**Hand rules for the 3d level of Ga3+ to Ga12+**

The table holds the 3d3/2 eigenvalue, mean radius and mean inverse radius of ten gallium ions from all-electron Dirac Kohn-Sham calculations (ld1.x, PW91, spherical and spin-unpolarised densities). The program tests screened hydrogenic size rules with a charge linear in the number of 3d holes $m$, the counting rule $-\varepsilon \approx 52 + 23m + m^2$ eV, and the midpoint estimate of the ionisation energy, against Slater's rules and a one-parameter hydrogenic energy. The rounded rules reproduce $\langle 1/r\rangle$ within 0.6%, $\langle r\rangle$ within 1.5% and the eigenvalue within 1.7%, with Ga3+ the worst row, whereas Slater's charge gives radii 36 to 46% too large. The mean of neighbouring eigenvalues of the emptied level matches the total-energy ionisation energies of the same runs within 0.22 eV. Fits to Ga3+ to Ga7+ alone drift by 2 to 3% at Ga12+, and the eigenvalue step grows by 67% along the series while $\langle 1/r\rangle$, averaged over the two rows of each step, grows by 26%.

Gallium ions Ga3+ to Ga12+, all-electron Dirac Kohn-Sham calculations with the PW91 functional in Quantum ESPRESSO 7.5 (ld1.x), using spherical, spin-unpolarised densities and a point nucleus. The 3d subshell of lower j is filled first, and [Ar] is the closed core. Eigenvalues are negative for bound levels.

## The fit in Python

```python
# Table: 3d3/2 eigenvalue, <r>, <1/r> of Ga3+..Ga12+; ld1.x, all-electron Dirac Kohn-Sham, PW91,
# spherical, spin-unpolarised. Tested: hand rules (screened hydrogenic size, electron-counting
# energy, midpoint ionisation energy) against Slater's rules and a one-parameter hydrogenic energy.
T = {
    'ion': ['Ga3+', 'Ga4+', 'Ga5+', 'Ga6+', 'Ga7+', 'Ga8+', 'Ga9+', 'Ga10+', 'Ga11+', 'Ga12+'],
    'Z': [31, 31, 31, 31, 31, 31, 31, 31, 31, 31],
    'charge': [3, 4, 5, 6, 7, 8, 9, 10, 11, 12],  # e
    'N': [28, 27, 26, 25, 24, 23, 22, 21, 20, 19],
    'configuration': ['[Ar] (3d3/2)4 (3d5/2)6', '[Ar] (3d3/2)4 (3d5/2)5', '[Ar] (3d3/2)4 (3d5/2)4', '[Ar] (3d3/2)4 (3d5/2)3', '[Ar] (3d3/2)4 (3d5/2)2', '[Ar] (3d3/2)4 (3d5/2)1', '[Ar] (3d3/2)4', '[Ar] (3d3/2)3', '[Ar] (3d3/2)2', '[Ar] (3d3/2)1'],
    'eigenvalue_3d32': [-52.89, -76.132, -101.82, -129.73, -159.69, -191.58, -225.32, -260.87, -298.14, -337.06],  # eV
    'mean_radius_3d32': [0.78402, 0.74141, 0.70611, 0.67597, 0.64969, 0.62638, 0.60545, 0.58637, 0.56894, 0.5529],  # bohr
    'mean_inverse_radius_3d32': [1.6785, 1.742, 1.8027, 1.8611, 1.9179, 1.9731, 2.0272, 2.0805, 2.133, 2.1846],  # 1/bohr
}
import numpy as np
from scipy.constants import physical_constants as pc
from scipy.optimize import minimize_scalar
Ry = pc['Rydberg constant times hc in eV'][0]; Ha = 2*Ry
ion = T['ion']; q = np.array(T['charge'], float); m = q - 3; nd = np.array(T['N'], float) - 18
E = -np.array(T['eigenvalue_3d32'], float)
r = np.array(T['mean_radius_3d32'], float); ri = np.array(T['mean_inverse_radius_3d32'], float)
# further outputs of the same runs (eV): total-energy ionisation energy, -eps(3d5/2), F0 in Ga5+, references
IE = np.array([63.80465, 88.25536, 115.0283, 143.9294, 174.8194, 207.5938, 242.9497, 279.3671, 317.4669, 357.1943])
E5 = np.array([52.4183, 75.623, 101.2732, 129.1372, 159.0525, 190.8999, 224.5879, 260.094, 297.3087, 336.1754])
F0 = 35.26221; ref = [63.241, 86.01]
f = lambda a, d=2: ' '.join(f'{x:.{d}f}' for x in a)
pe = lambda a, b: 100*(a/b - 1)
def rep(name, a, b):
    e = pe(a, b); k = np.argmax(abs(e))
    print(f'{name} err %: {f(e, 1)} | rms {np.sqrt(np.mean(e**2)):.2f} worst {ion[k]} {e[k]:.2f}')
print('rows:', ' '.join(ion), '; m = charge-3; Ry/9 = %.4f eV' % (Ry/9))
Zi, Zr, Ze = 9*ri, 10.5/r, np.sqrt(9*E/Ry); Zs = 31 - 18 - 0.35*(nd - 1)
print('Z from <1/r>:', f(Zi)); print('Z from <r>:', f(Zr)); print('Z from eps:', f(Ze))
print('Z(eps)-charge:', f(Ze - q)); print('Slater Z:', f(Zs))
print('<r><1/r>:', f(r*ri, 3), '(hydrogenic 1.167)')
s = np.diff(E); s2 = np.diff(s)
print('steps of -eps, eV:', f(s))
print('second differences, eV:', f(s2), '| 2Ry/9 = %.2f; rounding floor up to 0.02' % (2*Ry/9))
print('steps of Z(<1/r>):', f(np.diff(Zi), 3), '(floor 0.001)'); print('steps of Z(<r>):', f(np.diff(Zr), 3))
print('total change %%: -eps x%.2f, <r> %.1f, <1/r> %.1f' % (E[-1]/E[0], pe(r[-1], r[0]), pe(ri[-1], ri[0])))
pi_, pr, pq = np.polyfit(m, Zi, 1), np.polyfit(m, Zr, 1), np.polyfit(m, E, 2, w=1/E)
print('fits: Zi = %.2f + %.3f m; Zr = %.2f + %.3f m' % (pi_[1], pi_[0], pr[1], pr[0]))
print('fit: -eps = %.2f + %.2f m + %.3f m^2 eV' % (pq[2], pq[1], pq[0]))
c = minimize_scalar(lambda c: np.sum(pe(Ry*(q + c)**2/9, E)**2), bounds=(1, 6), method='bounded').x
rE = lambda x: 52 + 23*x + x**2
rI, rR = (15.2 + 0.5*m)/9, 10.5/(13.6 + 0.6*m)
rep('rule <1/r>=(15.2+0.5m)/9', rI, ri); rep('rule <r>=10.5/(13.6+0.6m)', rR, r)
rep('rule -eps=52+23m+m^2', rE(m), E); print('  residual eV:', f(rE(m) - E), '(rounding <=0.005)')
rep('fitted quadratic', np.polyval(pq, m), E); rep('hydrogenic c=%.2f' % c, Ry*(q + c)**2/9, E)
rep('Slater -eps', Ry*Zs**2/9, E); rep('Slater <r>', 10.5/Zs, r); rep('Slater <1/r>', Zs/9, ri)
rep('-eps from Z(<1/r>)', Ry*Zi**2/9, E)
for k in (2, 7):
    print(f'worked {ion[k]} m={m[k]:.0f}: -eps {rE(m[k]):.1f} vs {E[k]:.2f} eV; <r> {rR[k]:.3f} vs {r[k]:.3f}; '
          f'<1/r> {rI[k]:.3f} vs {ri[k]:.3f}; IE {rE(m[k]+.5):.2f} vs {IE[k]:.2f} eV')
a, b, g = np.polyfit(m[:5], Zi[:5], 1), np.polyfit(m[:5], Zr[:5], 1), np.polyfit(m[:5], E[:5], 2)
print('fit on Ga3+..Ga7+, err %% at Ga12+: <1/r> %.1f, <r> %.1f, -eps %.1f (%.1f eV)' % (
    pe(np.polyval(a, 9), Zi[-1]), pe(10.5/np.polyval(b, 9), r[-1]), pe(np.polyval(g, 9), E[-1]), np.polyval(g, 9) - E[-1]))
rm = (ri[1:] + ri[:-1])/2
print('step / mean <1/r> (atomic units):', f(s/Ha/rm, 3))
print('first to last step: +%.0f %%, mean <1/r>: +%.0f %%' % (pe(s[-1], s[0]), pe(rm[-1], rm[0])))
c5 = (s[1] + s[2])/2
print('Ga5+: central step %.2f eV, run F0 %.2f, ratio %.2f; hydrogenic F0=(793/1024)<1/r> %.2f eV' % (c5, F0, c5/F0, 793/1024*ri[2]*Ha))
print('3d spin-orbit split eV:', f(E - E5), '| as %% of eps: first %.2f last %.2f' % (100*(1 - E5[0]/E[0]), 100*(1 - E5[-1]/E[-1])))
hi = np.where(q <= 8, E5, E); mid = np.where(q[:-1] <= 8, (E5[1:] + E5[:-1])/2, (E[1:] + E[:-1])/2)
print('IE - (-eps highest), eV:', f(IE - hi)); print('half step of eps(3d3/2), eV:', f(s/2))
print('midpoint of removed level - IE, eV:', f(mid - IE[:-1]))
rep('IE rule 52+23x+x^2, x=m+1/2', rE(m + .5), IE)
print('calc IE - reference: Ga3+ (measured) %.2f eV, Ga4+ (NIST semi-empirical) %.2f eV' % (IE[0] - ref[0], IE[1] - ref[1]))
print('IE rule - reference: Ga3+ %.2f eV, Ga4+ %.2f eV' % (rE(.5) - ref[0], rE(1.5) - ref[1]))
assert np.all(s > 0) and np.all(s2 > 0) and np.all(s2 < 2*Ry/9)
assert np.all(r*ri > 7/6) and np.all(np.diff(r*ri) < 0)
assert np.all(Zi > Zr) and np.all(Zr > Ze)
assert np.all(abs(mid/IE[:-1] - 1) < 0.01)
```

Running it gives:

```
rows: Ga3+ Ga4+ Ga5+ Ga6+ Ga7+ Ga8+ Ga9+ Ga10+ Ga11+ Ga12+ ; m = charge-3; Ry/9 = 1.5117 eV
Z from <1/r>: 15.11 15.68 16.22 16.75 17.26 17.76 18.24 18.72 19.20 19.66
Z from <r>: 13.39 14.16 14.87 15.53 16.16 16.76 17.34 17.91 18.46 18.99
Z from eps: 5.91 7.10 8.21 9.26 10.28 11.26 12.21 13.14 14.04 14.93
Z(eps)-charge: 2.91 3.10 3.21 3.26 3.28 3.26 3.21 3.14 3.04 2.93
Slater Z: 9.85 10.20 10.55 10.90 11.25 11.60 11.95 12.30 12.65 13.00
<r><1/r>: 1.316 1.292 1.273 1.258 1.246 1.236 1.227 1.220 1.214 1.208 (hydrogenic 1.167)
steps of -eps, eV: 23.24 25.69 27.91 29.96 31.89 33.74 35.55 37.27 38.92
second differences, eV: 2.45 2.22 2.05 1.93 1.85 1.81 1.72 1.65 | 2Ry/9 = 3.02; rounding floor up to 0.02
steps of Z(<1/r>): 0.572 0.546 0.526 0.511 0.497 0.487 0.480 0.473 0.464 (floor 0.001)
steps of Z(<r>): 0.770 0.708 0.663 0.628 0.601 0.579 0.564 0.549 0.535
total change %: -eps x6.37, <r> -29.5, <1/r> 30.2
fits: Zi = 15.19 + 0.504 m; Zr = 13.59 + 0.616 m
fit: -eps = 52.77 + 22.62 m + 1.009 m^2 eV
rule <1/r>=(15.2+0.5m)/9 err %: 0.6 0.1 -0.1 -0.3 -0.4 -0.3 -0.2 -0.1 0.0 0.2 | rms 0.29 worst Ga3+ 0.62
rule <r>=10.5/(13.6+0.6m) err %: -1.5 -0.3 0.5 0.9 1.0 1.0 0.8 0.6 0.3 -0.0 | rms 0.81 worst Ga3+ -1.53
rule -eps=52+23m+m^2 err %: -1.7 -0.2 0.2 0.2 0.2 0.2 0.3 0.4 0.6 0.9 | rms 0.67 worst Ga3+ -1.68
  residual eV: -0.89 -0.13 0.18 0.27 0.31 0.42 0.68 1.13 1.86 2.94 (rounding <=0.005)
fitted quadratic err %: -0.2 0.4 0.2 -0.0 -0.2 -0.2 -0.2 -0.1 0.1 0.3 | rms 0.22 worst Ga4+ 0.36
hydrogenic c=3.10 err %: 6.5 0.2 -2.5 -3.4 -3.3 -2.7 -1.7 -0.5 0.9 2.3 | rms 2.97 worst Ga3+ 6.52
Slater -eps err %: 177.3 106.6 65.3 38.4 19.8 6.2 -4.2 -12.3 -18.9 -24.2 | rms 70.77 worst Ga3+ 177.32
Slater <r> err %: 36.0 38.8 40.9 42.5 43.7 44.5 45.1 45.6 45.9 46.1 | rms 43.03 worst Ga12+ 46.08
Slater <1/r> err %: -34.8 -34.9 -35.0 -34.9 -34.8 -34.7 -34.5 -34.3 -34.1 -33.9 | rms 34.60 worst Ga5+ -34.97
-eps from Z(<1/r>) err %: 552.3 388.1 290.8 226.9 182.1 148.8 123.3 103.2 86.9 73.4 | rms 261.87 worst Ga3+ 552.28
worked Ga5+ m=2: -eps 102.0 vs 101.82 eV; <r> 0.709 vs 0.706; <1/r> 1.800 vs 1.803; IE 115.75 vs 115.03 eV
worked Ga10+ m=7: -eps 262.0 vs 260.87 eV; <r> 0.590 vs 0.586; <1/r> 2.078 vs 2.080; IE 280.75 vs 279.37 eV
fit on Ga3+..Ga7+, err % at Ga12+: <1/r> 1.6, <r> -3.4, -eps 2.0 (6.6 eV)
step / mean <1/r> (atomic units): 0.499 0.533 0.560 0.583 0.602 0.620 0.636 0.650 0.663
first to last step: +67 %, mean <1/r>: +26 %
Ga5+: central step 26.80 eV, run F0 35.26, ratio 0.76; hydrogenic F0=(793/1024)<1/r> 37.99 eV
3d spin-orbit split eV: 0.47 0.51 0.55 0.59 0.64 0.68 0.73 0.78 0.83 0.88 | as % of eps: first 0.89 last 0.26
IE - (-eps highest), eV: 11.39 12.63 13.76 14.79 15.77 16.69 17.63 18.50 19.33 20.13
half step of eps(3d3/2), eV: 11.62 12.84 13.95 14.98 15.95 16.87 17.78 18.63 19.46
midpoint of removed level - IE, eV: 0.22 0.19 0.18 0.17 0.16 0.15 0.15 0.14 0.13
IE rule 52+23x+x^2, x=m+1/2 err %: -0.1 0.6 0.6 0.6 0.5 0.6 0.3 0.5 0.7 1.0 | rms 0.59 worst Ga12+ 1.00
calc IE - reference: Ga3+ (measured) 0.56 eV, Ga4+ (NIST semi-empirical) 2.25 eV
IE rule - reference: Ga3+ 0.51 eV, Ga4+ 2.74 eV
```
